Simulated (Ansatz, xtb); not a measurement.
# Loss of H2: GeH3(SH) → GeH(SH) + H2

Species: GeH3(SH), singlet; GeH(SH), singlet; H2 (hydrogen), singlet. 

Shapes, held fixed at every level: PBE0-D4/def2-TZVP. Flexible molecules stand in one conformer, not always the lowest. Programs: Ansatz 0.2.0, xtb 6.7.1, xtb 6.7.1 later snapshot. The zero-point and thermal change to 298 K, harmonic and unscaled (PBE0-D4/def2-TZVP), is -10.8 kJ/mol.

| level | kind | ΔH(298 K) (kJ/mol) | less CCSD(T)/def2-TZVPP | CPU time (sum over the molecules) |
| --- | --- | --- | --- | --- |
| GFN1-xTB | semi-empirical | +196.5 | +83.0 | 0.059 s |
| PBE-D4/def2-TZVPP | GGA | +91.0 | -22.5 | 5.2 s |
| r2SCAN0-D4/def2-TZVPP | global hybrid | +119.2 | +5.7 | 11 s |
| wB97M-V/def2-TZVPP | range-separated hybrid | +100.7 | -12.8 | 22 s |
| B2PLYP/def2-TZVPP | double hybrid | +97.9 | -15.6 | 10 s |
| MP2/def2-TZVPP | perturbation theory | +120.5 | +7.0 | – |
| CCSD(T)/def2-SVP | coupled cluster or CI | +111.5 | -2.0 | 5.1 s |
| CCSD/def2-SVP | coupled cluster or CI | +114.6 | +1.1 | – |
| CCSD(T)/def2-TZVPP | coupled cluster or CI | +113.5 | 0.0 | 37 s |

The highest level, CCSD(T)/def2-TZVPP, gives ΔH(298 K) = +113.5 kJ/mol; the levels span +91.0 to +196.5. GFN1-xTB strays far from the other rows. The column of differences is taken from that level and isn't an error. No measured value is set beside it here. Relativity is left out for Ge unless named. Correlated rows may include outer-core shells of Ge, which these sets cover unevenly. Times are processor times on shared x86 and Arm servers, and rough.

Loss of H2 from GeH3(SH) is clearly endothermic at every level, with CCSD(T)/def2-TZVPP giving +113.5 kJ/mol. The reaction takes germanium from Ge(IV) to Ge(II): the H–H bond formed repays only part of the cost of breaking both Ge–H bonds. The cost is moderated because the germylene keeps its lone pair in an orbital rich in 4s character, while a sulfur lone pair can donate into the formally empty 4p orbital. The negative vibrational and thermal correction fits the loss of Ge–H stretching and bending modes, which outweighs the gain of the stiff H2 vibration.

CCSD and CCSD(T) agree closely in the smaller basis, which suggests that connected triples matter little for this energy difference and that neither germanium species has strong multireference character. The density functionals scatter more, probably because they balance the lone pair against the two lost bonds differently. The endothermicity alone doesn't establish how readily GeH3(SH) loses H2, since the elimination may also have a substantial barrier beyond the reaction energy.
